Niobium brings five valence electrons to the cell of NbSb and antimony another five. A band holds two electrons per cell, so these ten would fill exactly five bands. A gap needs the same five to be full at every wave vector, with the sixth lying higher throughout. In the zinc-blende structure this already fails at the centre of the Brillouin zone, where the fifth and sixth bands meet in one twofold level.

Bands of NbSb (F-43m, cubic a = 6.294 Å, cell relaxed with PAW), computed with Ansatz 0.2.0 using all-electron LAPW and PBEsol, scalar-relativistic and without spin polarization, on a 10 × 10 × 10 k mesh with Fermi-Dirac smearing of 0.05 eV. Energies are relative to the Fermi energy; at each k point, band -1 is the highest filled level and band +1 the lowest empty one.

```
k-point  k in reciprocal vectors  band -4 (eV)  band -3 (eV)  band -2 (eV)  band -1 (eV)  band +1 (eV)  band +2 (eV)  band +3 (eV)
  GAMMA                    0 0 0        -10.07         -2.64         -2.64         -2.64          0.03          0.03          2.77
      X              -0.5 -0.5 0         -3.99         -1.64         -1.64         -0.71          0.45          0.47          1.07
      U       -0.375 -0.375 0.25         -3.54         -2.41         -1.87         -0.73          0.16          0.56          1.47
      K           -0.375 0 0.375         -3.54         -2.41         -1.87         -0.73          0.16          0.56          1.47
      L                  0 0 0.5         -9.20         -3.66         -2.34         -2.34          0.25          0.25          0.40
      W          -0.5 -0.25 0.25         -3.17         -2.96         -1.63         -0.82          0.03          0.47          1.23
```

## The columns count levels, not bands

Each row taken alone looks like that of a semiconductor. Between band -1 and band +1 there is always an open interval, and the narrowest, at W, is 0.85 eV. It is tempting to read this as a gap, but the interval is not bounded by the same two bands in every row. The columns count outward from the Fermi energy, and the number of bands below that energy changes from point to point.

Band -4 gives this away. It lies near -10 eV at GAMMA and -9 eV at L, but between about -4 and -3 eV in the other rows. No valence band in this run climbs that far. At GAMMA and L the column shows the deep Sb 5s band, whose top on the mesh lies at about -8.9 eV; at X, U, K and W one more band is filled, and the 5s level is pushed off the end of the list.

It helps to number the valence bands upward from Sb 5s. Four of them are filled at GAMMA and L, and five at X, U, K and W. The fifth band therefore appears as band +1 in the first group and as band -1 in the second. The rows for U and K are identical because the two points are equivalent, so they count as one piece of evidence.

Followed under its own number, the fifth band runs from +0.25 eV at L down to -0.82 eV at W. A band is continuous, so on any path between these points it must pass through the Fermi energy. That crossing makes the compound a metal in this calculation, however wide the interval looks at each separate point.

## Why the fifth and sixth bands are tied together

The reason is the symmetry of a tetrahedral site. At GAMMA the full symmetry of the site applies, and the levels can be sorted by the orbitals that are able to form them. An s orbital gives a single level and the three p orbitals give a triplet. The five d orbitals divide into a triplet, called $t_2$, and a pair, called $e$.

A twofold level at GAMMA therefore cannot come from s or p orbitals. The pair at +0.03 eV must be of d type, and it belongs to niobium, because the filled 4d shell of antimony lies far below the valence bands. Its place in the order follows from bonding. The $t_2$ orbitals of niobium have the same symmetry as the Sb 5p orbitals and combine with them, giving a bonding triplet at -2.64 eV and, by the same argument, an antibonding one, which fits the next triplet at 5.1 eV.

The $e$ pair finds no s or p partner on antimony at GAMMA. Mixing with those orbitals therefore neither lowers nor raises it, and it stays between the two triplets. Below it are one s level and three bonding levels, which take eight electrons. Two electrons remain for a pair that has room for four.

This is the octet rule with two electrons too many. Zinc-blende semiconductors such as GaAs have eight valence electrons, which fill the s level and the bonding triplet and stop there. NbSb has to start on the next level, and that level cannot be half filled and leave a gap as long as the crystal stays cubic and the two spin directions stay equivalent.

## Where the pair stays together and where it parts

Away from GAMMA the wave vector singles out a direction, and only the symmetry that respects this direction survives. Towards L it points along a body diagonal of the cube. The threefold axis along that diagonal remains, and it is enough to keep the $e$ pair together. The table shows this as two equal levels at +0.25 eV.

Towards X the wave vector points along a cube edge, and the threefold axis is lost. One $e$ orbital points mainly along that edge and the other lies in the plane across it, so nothing forces them to have the same energy. At K and W there is even less symmetry, and every level is single. The fifth and sixth bands are 1.16 eV apart at X and a little less than 0.9 eV apart at K and W. These distances need not measure the splitting of the pair alone. The seventh band lies at 2.77 eV at GAMMA but only 0.02 eV above the sixth at X, and the table does not show which orbitals form the two.

This explains the pattern of the rows. Where the pair is intact, it lies just above the Fermi energy and only four bands count as filled. Where it has split, the lower band has dropped below the Fermi energy and five are filled. The change in the columns marks the splitting of one level.

The bonding triplet follows the same rule. At X and at L it divides into a single level and a pair, because an orbital along the wave vector is no longer equivalent to the two across it. From GAMMA to X the single level falls by 1.35 eV and the pair rises by 1.00 eV; towards L the changes are smaller but have the same signs. At K and W all three levels are separate.

## From no gap to a true overlap

The degeneracy at GAMMA rules out a gap. Two bands that touch at a single point could still form a semiconductor with zero gap, but here the threefold axis keeps the pair joined along the whole line from GAMMA to L. Its energy is 0.03 eV at one end and 0.25 eV at the other. The fifth band therefore reaches at least 0.22 eV above the lowest level of the sixth, so the two must overlap. Over the whole mesh of wave vectors the overlap reaches 0.32 eV.

Electrons therefore leave the fifth band around L and collect in the sixth band, which dips to 0.07 eV below the Fermi energy at its lowest point on the mesh. The outcome is a metal with holes in one band and electrons in the next.

Levels very close to zero need some care. The calculation smears the filling over a width of 0.05 eV, so a level at +0.03 eV is about 35 % occupied, although the table lists it as empty. This affects the pair at GAMMA and the sixth band at W. It does not create the crossing, since the fifth band passes zero by several times the smearing width on both sides.

## How far a model of two orbitals carries

The simplest model keeps only the two $e$ orbitals on each niobium atom and lets electrons hop to the twelve nearest niobium neighbours. Take a neighbour in the xy plane. The mirror plane that contains this bond and the z axis leaves one orbital unchanged and reverses the sign of the other, so hopping from one kind to the other is forbidden. Two hopping strengths remain, and the other bonds follow by rotation.

With $a$ the cubic cell edge and $C_{xy}=4\cos(k_xa/2)\cos(k_ya/2)$, and likewise for the other two planes, the lower band is

$$E = E_0 + sS - dR,\qquad S = C_{xy}+C_{yz}+C_{zx},$$

$$R=\sqrt{C_{xy}^2+C_{yz}^2+C_{zx}^2-C_{xy}C_{yz}-C_{yz}C_{zx}-C_{zx}C_{xy}}.$$

Here $E_0$ is the energy without hopping, $s$ the mean of the two strengths and $d$ half the size of their difference. The upper band has $+dR$, so the pair is intact wherever $R=0$. That holds at GAMMA and L and at none of the other listed points, as in the table.

For the energies, three rows fix the three constants. At L both $S$ and $R$ vanish, so $E_0=0.25$ eV. At GAMMA $S=12$ and $R=0$, which gives $s=(0.03-0.25)/12=-0.018$ eV. At X $S=-4$ and $R=8$, and the level at -0.71 eV then requires $d=0.129$ eV. W was not used; there $S=-4$ and $R=4$, so

$$E(\mathrm{W})=0.25+4\times0.018-4\times0.129\approx-0.19\ \text{eV}.$$

The calculation gives -0.82 eV. The model misses by 0.63 eV, more than half the range of the fifth band over the listed points, and at K it is also too high, by 0.42 eV. Other constants would not cure this. X and W share the same $S$, while $R$ is twice as large at X, so in this model the lower band can never lie deeper at W than at X, yet in the table it does.

The model thus gets the degeneracies right, because they rest on symmetry, and the energies wrong, because they depend on everything left out. Away from GAMMA the $e$ orbitals may mix with other niobium orbitals and with those of antimony, and electrons may also hop further than to the nearest neighbours. Mixing with levels that lie higher pushes a band down, and mixing with lower ones, such as the bonding levels, pushes it up. The net push at K and W may be downward, and longer hops may lower the band there as well; which matters more is open.

## What to do with such a table

Before comparing levels between points, number the bands from a level that can be recognised everywhere, here Sb 5s. Then compare the highest energy of the last band that should be full with the lowest energy of the next one, over the whole mesh. The interval at a single point is no substitute. In NbSb that reading would turn a metal into a semiconductor.

To guess what a change of electron count would do, keep the bands fixed and fill them again. With two electrons fewer per cell, the filling would stop between the fourth and fifth bands, where the mesh shows an empty range of 0.82 eV. A real compound with eight electrons has its own bands, so this figure is not a forecast of its gap. The order of filling is the part most likely to carry over, provided the metal again has empty or partly filled d orbitals just above the bonding levels: one s level, three bonding levels, then the $e$ pair.

Two approximations bear on the levels near zero. Spin-orbit coupling is left out; it would split the bonding triplet at GAMMA and could part the $e$ pair on the way to L. At GAMMA itself the pair with its two spin directions would remain one fourfold level, so the obstacle to a gap would survive. The cell is also somewhat stretched for this functional, which can shift levels that lie only hundredths of an eV from the Fermi energy. Magnetic order could move the two spin directions apart, and a distortion away from cubic symmetry could split the pair; neither was tested.
